Dear colleague,

The shape of a $^{12}$CO → $^{13}$CO transient says whether carbon pools lie in series or in parallel. Here is a worked case for chain growth on cobalt.

**Problem.** A Co catalyst converts CO at steady state. All inputs below are assumed: 483 K, 2 bar, H$_2$/CO = 10, rates per surface Co atom, coverages in ML (adsorbates per surface Co atom).

| Pool | Coverage (ML) | Fed from | Exits ($10^{-3}$ s$^{-1}$) |
|---|---|---|---|
| C$_\alpha$ | 0.048 | CO* | 6.0 C to CH$_4$; carbon to chains |
| C$_\beta$ | 0.050 | CO* | 2.0 C to CH$_4$ |
| C$_2$* | 0.0036 chains | 2 C$_\alpha$ | 0.6 chains desorb, 0.6 grow |
| C$_3$* | 0.0012 chains | C$_2$* + C$_\alpha$ | 0.6 chains desorb or grow |

Growth of C$_3$* and longer chains takes another $0.6\times10^{-3}$ s$^{-1}$ of C$_\alpha$. Each pool is well mixed, steps between pools are irreversible, products do not readsorb, and carbon isotope effects (typically a few per cent) are ignored. The label of CO* switches as a step at $t=0$. $F(t)$ is the $^{12}$C atom fraction of a product, normalised to fall from 1 to 0.

Find (a) the pool times; (b) $F$, mean $\tau$, variance $\sigma^2$ and initial slope for CH$_4$, C$_2$ and C$_3$; (c) the C$_2$ moments if, at the same pool times, chains drew carbon from $\alpha$ and $\beta$ in the ratio 3:1; (d) the effect of an uncorrected, well-mixed CO* pool with an assumed time of 4.0 s.

**Why the formulas hold.** A pool of coverage $\theta_i$ and total throughput $r_i$ obeys
$$\tau_i\,\dot F_i=F_{\rm in}-F_i,\qquad \tau_i=\theta_i/r_i,\qquad F_i(0)=1 .$$
The residence-time density is $E=-\dot F$, so $\tau=\int_0^\infty F\,dt$ and $\sigma^2=2\int_0^\infty tF\,dt-\tau^2$.

*Series.* The first pool sees $F_{\rm in}=0$ and decays as $e^{-t/\tau_1}$. Feeding this to the second gives
$$S(\tau_1,\tau_2)=\frac{\tau_1e^{-t/\tau_1}-\tau_2e^{-t/\tau_2}}{\tau_1-\tau_2}.$$
The initial slope vanishes because $F_{\rm in}(0)=F_2(0)=1$. The stays in successive pools are independent exponential times, so means and variances add: $\tau=\sum\tau_i$ and $\sigma^2=\sum\tau_i^2<\tau^2$. For $n$ pools at fixed $\tau$ the minimum is $\tau^2/n$, reached when they are equal.

*Parallel.* The detector adds fluxes, so $F=\sum x_ie^{-t/\tau_i}$, where $x_i$ is the fraction of the product's *rate* that pool $i$ supplies. Then $\tau=\sum x_i\tau_i$ and
$$\sigma^2=\tau^2+2\sum x_i(\tau_i-\tau)^2\ \ge\ \tau^2 ,$$
with equality only for equal $\tau_i$. Moreover $d^2\ln F/dt^2$ is the variance of $1/\tau_i$ under the weights $x_ie^{-t/\tau_i}/F$, so $F$ is log-convex.

**(a) Pool times.** C$_2$* forms at $1.2\times10^{-3}$ s$^{-1}$, so chains take $(2\times1.2+0.6+0.6)\times10^{-3}=3.6\times10^{-3}$ s$^{-1}$ of carbon and $r_\alpha=9.6\times10^{-3}$ s$^{-1}$. Hence $\tau_\alpha=0.048/0.0096\ \mathrm{s^{-1}}=5.0$ s, $\tau_\beta=25$ s, $\tau_2=3.0$ s, $\tau_3=2.0$ s. Every exit counts in $r_i$, growth as well as desorption.

**(b) Methane** is parallel. Its rate is $8.0\times10^{-3}$ s$^{-1}$, with $x_\alpha=0.75$ and $x_\beta=0.25$:
$$F_{\rm CH_4}=0.75\,e^{-t/5.0\,\mathrm s}+0.25\,e^{-t/25\,\mathrm s}.$$
So $\tau=10.0$ s and $\sigma^2=100+2\times75=250$ s$^2$. The initial slope is $-\sum x_i/\tau_i=-0.16$ s$^{-1}$, and $d^2\ln F/dt^2=+0.0048$ s$^{-2}$ at $t=0$. Rate times area gives 0.080 ML, less than $\theta_\alpha+\theta_\beta=0.098$ ML; the missing 0.018 ML is the share of C$_\alpha$ bound for chains.

**C$_2$** takes both carbons through $\alpha$ and then C$_2$*:
$$F_{\rm C_2}=S(\tau_\alpha,\tau_2)=2.5\,e^{-t/5.0\,\mathrm s}-1.5\,e^{-t/3.0\,\mathrm s},$$
with $\tau=8.0$ s, $\sigma^2=25+9=34$ s$^2$, zero slope and $\ddot F(0)=-1/(\tau_\alpha\tau_2)=-0.067$ s$^{-2}$. The ratio $\sigma^2/\tau^2=0.53$ lies just above the two-pool minimum of 1/2.

**C$_3$** is not a plain three-pool chain. Two of its carbons pass through C$_2$*, and the third arrives directly from $\alpha$, so $F_{\rm in}=\tfrac13e^{-t/\tau_\alpha}+\tfrac23F_{\rm C_2}$. Solving the pool equation with $\tau_3$:
$$F_{\rm C_3}=\tfrac{10}{3}e^{-t/5.0\,\mathrm s}-3\,e^{-t/3.0\,\mathrm s}+\tfrac23e^{-t/2.0\,\mathrm s}.$$
The short path has mean 7.0 s and variance 29 s$^2$, the long one 10.0 s and 38 s$^2$. Weighted, $\tau=9.0$ s, and $\sigma^2$ is the averaged variance, 35 s$^2$, plus the spread of the path means, $\tfrac13\cdot\tfrac23\,(3.0\ \mathrm s)^2=2.0$ s$^2$, in all 37 s$^2$. The slope starts at zero, with $\ddot F(0)=-1/(3\tau_\alpha\tau_3)=-0.033$ s$^{-2}$. The delay behind C$_2$ is $\tau_3-\tau_2/3=1.0$ s; reading it as $\tau_3$ would halve the C$_3$* coverage.

| | $F$(1 s) | $F$(10 s) | $F$(30 s) | $\tau$ (s) | $\sigma^2/\tau^2$ |
|---|---|---|---|---|---|
| CH$_4$ | 0.854 | 0.269 | 0.077 | 10.0 | 2.50 |
| C$_2$ | 0.972 | 0.285 | 0.0061 | 8.0 | 0.53 |
| C$_3$ | 0.984 | 0.349 | 0.0081 | 9.0 | 0.46 |

Methane falls first but tails longest, and its mean exceeds those of C$_2$ and C$_3$. A product downstream of a pool must lag that pool's output at all times, so the crossing shows that chains do not draw on the same carbon mixture as methane.

**(c) Parallel pools upstream of a series pool.** The input to C$_2$* now equals $F_{\rm CH_4}$, and moments add: $\tau=13.0$ s, $\sigma^2=259$ s$^2$, $\sigma^2/\tau^2=1.53$, yet the initial slope is still zero. The two signs answer separate questions. A flat start means that every path crosses at least two pools. A ratio above 1 cannot come from one chain of mixed, irreversibly linked pools.

**(d) The CO\* pool.** Its hold-up is typically seconds or more, depending on flow, and so rivals $\tau_2$ and $\tau_3$. As an upstream pool it adds 4.0 s to each mean and 16 s$^2$ to each variance. Methane goes to 14.0 s and 266 s$^2$ (ratio 1.36) and acquires a flat start; C$_2$ goes to 12.0 s and 50 s$^2$ (ratio 0.35) and looks like three pools. Deconvolve the CO and gas-phase response before you interpret the first seconds.

All these numbers are the model's. I chose the C$_1$ inputs to reproduce behaviour typical of Co under such hydrogen-rich conditions, a turnover frequency of order $10^{-2}$ s$^{-1}$ and a methane time of order 10 s; the model's turnover frequency is $r_\alpha+r_\beta=11.6\times10^{-3}$ s$^{-1}$. The chain coverages are only illustrative. Olefin readsorption and C–C scission, both possible on Co, add return paths that the series formula excludes.